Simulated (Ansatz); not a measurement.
## ZrOs: pressure against volume scale

Periodic Kohn-Sham DFT of a crystal at fixed atoms, scaled to volume_scale times the given cell; pressure positive in compression, energy less spherical unpolarised free atoms, largest_vzz the field gradient of largest size among the nuclei. The results are calculated, by Ansatz 0.2.0.

The cell before it is scaled or strained (space group Pm-3m, No. 221):
```
CELL_PARAMETERS angstrom
3.26300 0.00000 0.00000
0.00000 3.26300 0.00000
0.00000 0.00000 3.26300
ATOMIC_POSITIONS crystal
Zr 0.50000 0.50000 0.50000
Os 0.00000 0.00000 0.00000
```

Settings of every row: method all-electron PAW; functional LDA; relativity scalar; k mesh 13x13x13; filling fermi-dirac; smearing width 0.03 eV; nucleus gaussian.

Atom start moment: 0 on all atoms.

Limits: no spin-orbit coupling on heavy atoms.

| row | volume scale | V (Å³/atom) | pressure (GPa) |
| --- | --- | --- | --- |
| 1 | 0.94 | 16.329 | 6.908 |
| 2 | 0.96 | 16.676 | 1.6 |
| 3 | 0.98 | 17.023 | -3.143 |
| 4 | 0.99 | 17.197 | -5.339 |
| 5 | 1 | 17.371 | -7.429 |
| 6 | 1.01 | 17.545 | -9.413 |
| 7 | 1.02 | 17.718 | ? |
| 8 | 1.04 | 18.066 | -14.744 |
| 9 | 1.06 | 18.413 | -17.85 |

Question: what pressure should row 7 give?

Worked fit of pressure. Take u = (V_r/V)^(2/3) − 1 with V_r = 17.284 Å³ an atom, which is twice the finite (Eulerian) strain; such expansions in the strain, on which the Birch-Murnaghan equation of state is built, carry the rest volume and the bulk modulus. The shown rows have u = 0.03862, 0.02416, 0.0102, 0.00337, -0.00334, -0.00994, -0.02907, -0.04131. Least squares give pressure = −6.4031 + 311.737 × u + 843.62 × u² GPa; a straight line predicts inner rows, each left out in turn, worse (root mean square 0.44 against 0.014 GPa). The rows lie off it by 0.014, -0.021, -0.007, 0.004, 0.006, 0.005, 0.008, -0.009 (root mean square 0.011 GPa). The pressure vanishes at u = 0.0195, or V = 16.79 Å³ an atom, and there the bulk modulus at fixed shape and fractions is B = −V dP/dV = (2/3)(1 + u) dP/du = 234 GPa. The withheld row has u = -0.0164, so the fit gives −6.4031 + 311.737 × (-0.0164) + 843.62 × (-0.0164)² = -11.289 GPa.

The calculation gave -11.29 GPa. The fit lies 0.001 GPa (0.004 % of the column's range) above it, one unit of the last digit.
